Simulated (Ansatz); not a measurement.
# Rb₃Hg: the change of energy above lowest point with volume scale

Results calculated with Ansatz 0.2.0, not measured. Free energy against uniform scaling of the volume at fixed shape and fractions; periodic cell, basis, potentials, k mesh and filling as listed.

The cell before it is scaled or strained (space group Fm-3m, No. 225):
```
CELL_PARAMETERS angstrom
0.00000 5.02690 5.02690
5.02690 0.00000 5.02690
5.02690 5.02690 0.00000
ATOMIC_POSITIONS crystal
Rb 0.25000 0.25000 0.25000
Rb 0.75000 0.75000 0.75000
Rb 0.50000 0.50000 0.50000
Hg 0.00000 0.00000 0.00000
```

Settings of every row: functional LDA; dispersion none; potentials PAW; wave cutoff 500 eV; density cutoff 2000 eV; k mesh 4x4x4; k shift 0x0x0; occupations fermi dirac; smearing width 0.3 eV; spin none.

Limits: coarse k mesh, up to 40 meV an atom off; minimum outside the range; wide smearing; no spin-orbit coupling, which can matter with elements this heavy; the cell comes from a prototype or a list of computed structures and needn't be the stable phase.

| row | volume scale | V (Å³/atom) | energy above lowest point (meV/atom) | pressure (GPa) |
| --- | --- | --- | --- | --- |
| 1 | 0.94 | 59.703 | 0 | -0.73 |
| 2 | 0.96 | 60.974 | 5.9 | -0.76 |
| 3 | 0.98 | 62.244 | 12.1 | -0.79 |
| 4 | 1 | 63.514 | 18.4 | -0.81 |
| 5 | 1.02 | 64.784 | 24.9 | -0.83 |
| 6 | 1.04 | 66.055 | ? | ? |
| 7 | 1.06 | 67.325 | 38.3 | -0.86 |

Question: what energy above lowest point should row 6 give?

Worked fit of energy above lowest point. Take u = (V_r/V)^(2/3) − 1 with V_r = 62.879 Å³ an atom, which is twice the finite (Eulerian) strain; such expansions in the strain, on which the Birch-Murnaghan equation of state is built, carry the rest volume and the bulk modulus. The shown rows have u = 0.03516, 0.02072, 0.00679, -0.00668, -0.0197, -0.04452. Least squares give energy above lowest point = 15.22 − 470.7 × u + 1073 × u² meV/atom; a straight line predicts inner rows, each left out in turn, worse (root mean square 0.67 against 0.029 meV/atom). All shown rows lie on it to the printed digit. The withheld row has u = -0.03232, so the fit gives 15.22 − 470.7 × (-0.03232) + 1073 × (-0.03232)² = 31.6 meV/atom.

The calculation gave 31.5 meV/atom. The fit lies 0.1 meV/atom (0.26 % of the column's range) above it, one unit of the last digit.

The other values of row 6: pressure -0.84 GPa.
